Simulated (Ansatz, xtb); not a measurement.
**Relative energy of two isomers of C4H12NP**

We compare X, `CN=P(C)(C)C`, a singlet, with Y, `CCN(P)CC`, a singlet. Both are isolated molecules in the gas phase, relaxed with PBE0-D3(BJ)/def2-SVP, each in the lowest conformer that the search found.

X (Å):

```json
{"atom": "C", "x (Å)": "-1.0934", "y (Å)": "-1.6534", "z (Å)": "0.4184"}
{"atom": "C", "x (Å)": "-1.0317", "y (Å)": "1.8880", "z (Å)": "0.1237"}
{"atom": "C", "x (Å)": "0.8365", "y (Å)": "0.5554", "z (Å)": "-1.5804"}
{"atom": "C", "x (Å)": "1.6465", "y (Å)": "1.3578", "z (Å)": "1.0786"}
{"atom": "N", "x (Å)": "-0.0630", "y (Å)": "-0.7589", "z (Å)": "0.8558"}
{"atom": "P", "x (Å)": "0.2795", "y (Å)": "0.6037", "z (Å)": "0.1682"}
{"atom": "H", "x (Å)": "-2.1215", "y (Å)": "-1.2307", "z (Å)": "0.4619"}
{"atom": "H", "x (Å)": "-0.9649", "y (Å)": "-2.0369", "z (Å)": "-0.6180"}
{"atom": "H", "x (Å)": "-1.1124", "y (Å)": "-2.5477", "z (Å)": "1.0656"}
{"atom": "H", "x (Å)": "-0.6779", "y (Å)": "2.8353", "z (Å)": "-0.3103"}
{"atom": "H", "x (Å)": "-1.8792", "y (Å)": "1.5180", "z (Å)": "-0.4729"}
{"atom": "H", "x (Å)": "-1.3840", "y (Å)": "2.0610", "z (Å)": "1.1511"}
{"atom": "H", "x (Å)": "1.1225", "y (Å)": "1.5484", "z (Å)": "-1.9584"}
{"atom": "H", "x (Å)": "1.6942", "y (Å)": "-0.1291", "z (Å)": "-1.6532"}
{"atom": "H", "x (Å)": "0.0241", "y (Å)": "0.1568", "z (Å)": "-2.2068"}
{"atom": "H", "x (Å)": "2.4962", "y (Å)": "0.6613", "z (Å)": "1.0624"}
{"atom": "H", "x (Å)": "1.9417", "y (Å)": "2.3238", "z (Å)": "0.6451"}
{"atom": "H", "x (Å)": "1.3314", "y (Å)": "1.4933", "z (Å)": "2.1225"}
```

Y (Å):

```yaml
atoms:
  - { symbol: C, position_ang: [-1.8733, -0.4471, 0.9627] }
  - { symbol: C, position_ang: [-0.4089, -0.1085, 0.7512] }
  - { symbol: C, position_ang: [1.1168, 0.3374, -1.1300] }
  - { symbol: C, position_ang: [2.3560, 0.8254, -0.3914] }
  - { symbol: N, position_ang: [-0.1480, 0.6253, -0.4737] }
  - { symbol: P, position_ang: [-0.7780, 2.1989, -0.7324] }
  - { symbol: H, position_ang: [-2.4852, 0.4555, 1.1089] }
  - { symbol: H, position_ang: [-1.9940, -1.0751, 1.8582] }
  - { symbol: H, position_ang: [-2.2746, -0.9928, 0.0952] }
  - { symbol: H, position_ang: [0.1665, -1.0488, 0.6960] }
  - { symbol: H, position_ang: [-0.0254, 0.4336, 1.6422] }
  - { symbol: H, position_ang: [-2.1754, 1.9445, -0.5680] }
  - { symbol: H, position_ang: [-0.6771, 2.7854, 0.5830] }
  - { symbol: H, position_ang: [1.0866, 0.7885, -2.1351] }
  - { symbol: H, position_ang: [1.1794, -0.7550, -1.2860] }
  - { symbol: H, position_ang: [2.4324, 0.3788, 0.6123] }
  - { symbol: H, position_ang: [3.2719, 0.5643, -0.9440] }
  - { symbol: H, position_ang: [2.3338, 1.9209, -0.2730] }
```

Quicker runs give these differences E(Y) − E(X): GFN2-xTB −57.4 kJ/mol; HF/STO-3G −269.5 kJ/mol (at GFN2-xTB geometries); r2SCAN-D4/def2-SVP −2.5 kJ/mol (at GFN2-xTB geometries).

Task: Estimate E(Y) − E(X) at the level CCSD(T)/def2-SVP + ΔMP2/def2-TZVPP.

Result: Not settled: CCSD(T)/def2-SVP + ΔMP2/def2-TZVPP gives E(Y) − E(X) = +24.1 kJ/mol, but this leans on the basis-set step: CCSD(T) alone gives −44.7 kJ/mol.

How the difference moves with the method:

```
                             level              geometry  E(Y) − E(X) (kJ/mol)  departure from the last row (kJ/mol)  job, with rough time for the two
                          GFN2-xTB              GFN2-xTB                   −57.4                                 −81.5              optimisation, 0.22 s
                         HF/STO-3G              GFN2-xTB                  −269.5                                −293.6               single point, 0.4 s
                r2SCAN-D4/def2-SVP              GFN2-xTB                    −2.5                                 −26.6               single point, 4.5 s
              PBE0-D3(BJ)/def2-SVP  PBE0-D3(BJ)/def2-SVP                   −15.2                                 −39.3                optimisation, 39 s
                       HF/def2-SVP  PBE0-D3(BJ)/def2-SVP                   −35.3                                 −59.4           part of the CCSD(T) run
                      MP2/def2-SVP  PBE0-D3(BJ)/def2-SVP                   −26.9                                 −51.0           part of the CCSD(T) run
                  CCSD(T)/def2-SVP  PBE0-D3(BJ)/def2-SVP                   −44.7                                 −68.8                      single point
CCSD(T)/def2-SVP + ΔMP2/def2-TZVPP  PBE0-D3(BJ)/def2-SVP                   +24.1                                                      single point, 88 s
```

As drawn, Y has 2 C–C, 1 C–N, 1 N–P, 2 P–H in place of 1 N=P, 3 C–P, 2 C–H.

GFN2-xTB, HF/STO-3G, r2SCAN-D4/def2-SVP, PBE0-D3(BJ)/def2-SVP, HF/def2-SVP, MP2/def2-SVP, CCSD(T)/def2-SVP put the two in the other order. The largest departure from CCSD(T)/def2-SVP + ΔMP2/def2-TZVPP is that of HF/STO-3G, 293.6 kJ/mol. The last row adds to CCSD(T) the change of the MP2 difference between the two basis sets, here +68.8 kJ/mol, a large step that makes the value less sure.

With thermal terms from frequencies at re-optimised GFN2-xTB minima (ideal gas, soft modes damped towards free rotors, one conformer each, 298.15 K, 1 atm): on the last row, ΔE + ΔZPE = +31.2, ΔH = +27.2, ΔG = +34.6 kJ/mol.

The correlated steps freeze 10 core orbitals. Programs: Ansatz 0.2.0, xtb 6.7.1; the last row on 4 threads of Arm Neoverse V1 on a shared host.

The preference for the aminophosphine Y in the small-basis calculations probably reflects an incomplete description of the iminophosphorane X more than a real energetic advantage. X contains four-coordinate phosphorus(V) with a short, strongly polar P–N bond, best viewed as P⁺–N⁻ reinforced by donation from the nitrogen lone pairs into P–C σ* orbitals. Describing this charge flow needs flexible polarisation functions on phosphorus. These d functions polarise the density and don't signify a valence d shell. Y, with three-coordinate phosphorus(III) and an ordinary P–N single bond, needs them less. HF/STO-3G, which has no d functions on phosphorus, accordingly penalises X most severely.

Within def2-SVP, going from HF to CCSD(T) shifts the difference far less than the +68.8 kJ/mol basis-set step, so the reversal stems chiefly from the basis and not from correlation treatment. This suggests that X is the lower isomer, but doesn't establish it. The thermal terms favour X further, though they are too small to decide the order. Neither result bears on the barrier to interconversion.
